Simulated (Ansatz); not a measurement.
Computed against measured: atomisation enthalpy at 298 K

6 molecules without hydrogen; the atomisation enthalpy at 298 K in kJ/mol, computed less measured. Shapes, held fixed at every level: PBE0-D4/def2-TZVP. Thermal terms are harmonic and unscaled (PBE0-D4/def2-TZVP); the spin-orbit lowering of the free atoms is taken from their spectra. Programs: Ansatz 0.2.0. Measured values: Active Thermochemical Tables, CRC Handbook of Chemistry and Physics, NIST-JANAF tables.

Levels: A = PBE0-D4/def2-TZVPP; B = r2SCAN0-D4/def2-TZVPP; C = wB97M-V/def2-TZVPP.

```json
{"molecule": "CO (SMILES [C-]#[O+])", "from tabulated heats": "1077", "A": "-17", "B": "-63", "C": "+3"}
{"molecule": "Cl2 (chlorine)", "from tabulated heats": "243", "A": "+1", "B": "-21", "C": "+3"}
{"molecule": "BI3 (boron triiodide)", "from tabulated heats": "819", "A": "+71", "B": "+36", "C": "+14"}
{"molecule": "SO3 (sulfur trioxide)", "from tabulated heats": "1420", "A": "-21", "B": "-97", "C": "-13"}
{"molecule": "CBr2F2 (dibromodifluoromethane)", "from tabulated heats": "1484", "A": "+18", "B": "-51", "C": "-7"}
{"molecule": "C2Cl4F2 (SMILES FC(F)(Cl)C(Cl)(Cl)Cl)", "from tabulated heats": "2568", "A": "+96", "B": "-22", "C": "+69"}
```

(1) Sum up the errors.

## Answers

(1) 
| level | kind | mean error | mean absolute error | worst case |
| --- | --- | --- | --- | --- |
| PBE0-D4/def2-TZVPP | global hybrid | +24.7 | 37.3 | C2Cl4F2 |
| r2SCAN0-D4/def2-TZVPP | global hybrid | -36.3 | 48.3 | SO3 |
| wB97M-V/def2-TZVPP | range-separated hybrid | +11.5 | 18.2 | C2Cl4F2 |

On this set wB97M-V/def2-TZVPP has the smallest mean absolute error and r2SCAN0-D4/def2-TZVPP the largest. Without SO3 the largest would be that of PBE0-D4/def2-TZVPP. PBE0-D4/def2-TZVPP is too high in 4 of 6; r2SCAN0-D4/def2-TZVPP is too low in 5 of 6; wB97M-V/def2-TZVPP is too high in 4 of 6. The molecules' own spin-orbit binding is left out, so errors for heavy halides read too negative. Heats of the atoms come from ATcT where it has them, that of boron, 570 kJ/mol, from recent work. The tabulated values of BI3, C2Cl4F2 are in doubt (older tables, estimates, or at odds with other calculations) and kept here. Over the 4 molecules whose values aren't doubted the mean absolute errors are A 14.2; B 58.0; C 6.5. For atoms past krypton def2 sets carry core potentials with scalar relativity. Relativity is left out for Br. The set is small.

Among the molecules with undoubted references, r2SCAN0 underbinds every time, from -21 kJ/mol for Cl2 to -97 for SO3, whereas PBE0 and wB97M-V err in both directions. The likely reason is the balance between exchange and correlation. Exact exchange generally lowers atomisation energies; in PBE0 this offsets the overbinding of its parent functional, but r2SCAN has much less overbinding to offset. The penalty is expected to be marked in multiple bonds such as that of CO, where left-right correlation matters. SO3 is too weakly bound at all three levels, which suggests a shared basis-set contribution: sulfur in a high oxidation state needs tight d functions to describe its polarised bonds to oxygen.

The positive mean errors of PBE0 and wB97M-V are governed by BI3 and C2Cl4F2, so they don't establish general overbinding. Nor does the reversal of the two larger errors on removing SO3 count in favour of r2SCAN0, since it too depends on those two references.
